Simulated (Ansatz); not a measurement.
# Swapping H for Br on Si: the mean Si–H bond length

Gas-phase molecules. On one Si centre, n of the H ligands are replaced by Br. The mean Si–H bond length y in Å at PBE0-D4/def2-TZVP. The shapes are optimised at that level. Programs: Ansatz 0.2.0.

| molecule | n | y (Å) |
| --- | --- | --- |
| SiH4 | 0 | 1.485 |
| SiH3Br | 1 | ? |
| SiH2Br2 | 2 | 1.476 |
| SiHBr3 | 3 | 1.472 |

Question: Fit y = c + s·n to the known rows and predict SiH3Br.

Answer: 
1. Means of the 3 rows: n = 1.66667, y = 1.4777.
2. Σ(Δn)² = 4.6667, Σ(Δn·Δy) = -0.020333, so the slope is -0.020333/4.6667 = -0.004357.
3. Intercept: 1.4777 − (-0.004357) × 1.66667 = 1.4850. The largest residual of the fit is 0.0002.
4. SiH3Br: 1.4850 + (-0.004357) × 1 = 1.481 Å.

The run gave 1.481 Å, so the prediction is off by 0.000 Å: they agree to the digits shown. The steps per swap are -0.004, -0.005, -0.004 Å. Relativity is left out for Br.

The Si–H bond shortens with every Br added, from 1.485 Å in SiH4 to 1.472 Å in SiHBr3, and the steps are equal to within rounding. The likely main reason is rehybridisation at silicon, as Bent's rule describes. Br is more electronegative than H, so silicon directs more p character into the Si–Br bonds and keeps more s character for the remaining Si–H bonds, which become shorter. The growing positive charge on silicon probably helps by contracting its valence orbitals. Dispersion is strongly damped at bonding distances and is unlikely to drive the trend.

The near-constant step suggests that each Br acts almost independently, with little sign of saturation or of crowding between the bromines. This is why a straight line recovers SiH3Br so well, though an interpolation within such a smooth, narrow range is a mild test of additivity. Bond lengths alone can't separate the hybridisation effect from the charge effect; that would take an orbital or population analysis.
